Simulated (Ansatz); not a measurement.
# A series in volume scale on Mo₃Pt

Results calculated with Ansatz 0.2.0, not measured. Free energy against uniform scaling of the volume at fixed shape and fractions; periodic cell, basis, potentials, k mesh and filling as listed.

The cell before it is scaled or strained (space group Pm-3m, No. 221):
```
Mo3Pt
1.0
      3.9740     0.0000     0.0000
      0.0000     3.9740     0.0000
      0.0000     0.0000     3.9740
Mo Pt
3 1
Direct
  0.00000 0.50000 0.50000
  0.50000 0.00000 0.50000
  0.50000 0.50000 0.00000
  0.00000 0.00000 0.00000
```

Settings of every row: functional PBEsol; dispersion none; potentials PAW; wave cutoff 462.59 eV; density cutoff 1850.4 eV; k mesh 6x6x6; k shift 0x0x0; occupations fermi dirac; smearing width 0.1 eV; spin none.

Limits: coarse k mesh, up to 40 meV an atom off; no spin-orbit coupling, which can matter with elements this heavy; the cell comes from a prototype or a list of computed structures and needn't be the stable phase.

| row | volume scale | V (Å³/atom) | pressure (GPa) | energy above lowest point (meV/atom) |
| --- | --- | --- | --- | --- |
| 1 | 0.94 | 14.749 | 7.54 | 8.3 |
| 2 | 0.96 | 15.062 | ? | ? |
| 3 | 0.98 | 15.376 | -4.7 | 3.7 |
| 4 | 1 | 15.69 | -9.85 | 18 |
| 5 | 1.02 | 16.004 | -14.44 | 41.9 |
| 6 | 1.04 | 16.318 | -18.53 | 74.3 |
| 7 | 1.06 | 16.631 | -22.17 | 114.2 |

Question: what pressure should row 2 give?

Worked fit of pressure. Take u = (V_r/V)^(2/3) − 1 with V_r = 15.847 Å³ an atom, which is twice the finite (Eulerian) strain; such expansions in the strain, on which the Birch-Murnaghan equation of state is built, carry the rest volume and the bulk modulus. The shown rows have u = 0.04903, 0.02032, 0.00666, -0.00655, -0.01934, -0.03168. Least squares give pressure = −12.21 + 347.21 × u + 1074.9 × u² + 1206 × u³ GPa; a parabola predicts inner rows, each left out in turn, worse (root mean square 0.024 against 0.0027 GPa). All shown rows lie on it to the printed digit. The pressure vanishes at u = 0.0319, or V = 15.12 Å³ an atom, and there the bulk modulus at fixed shape and fractions is B = −V dP/dV = (2/3)(1 + u) dP/du = 289 GPa. The withheld row has u = 0.03445, so the fit gives −12.21 + 347.21 × (0.03445) + 1074.9 × (0.03445)² + 1206 × (0.03445)³ = 1.08 GPa.

The calculation gave 1.08 GPa. The fit meets it to the printed digit.

The other values of row 2: energy above lowest point 0 meV/atom.
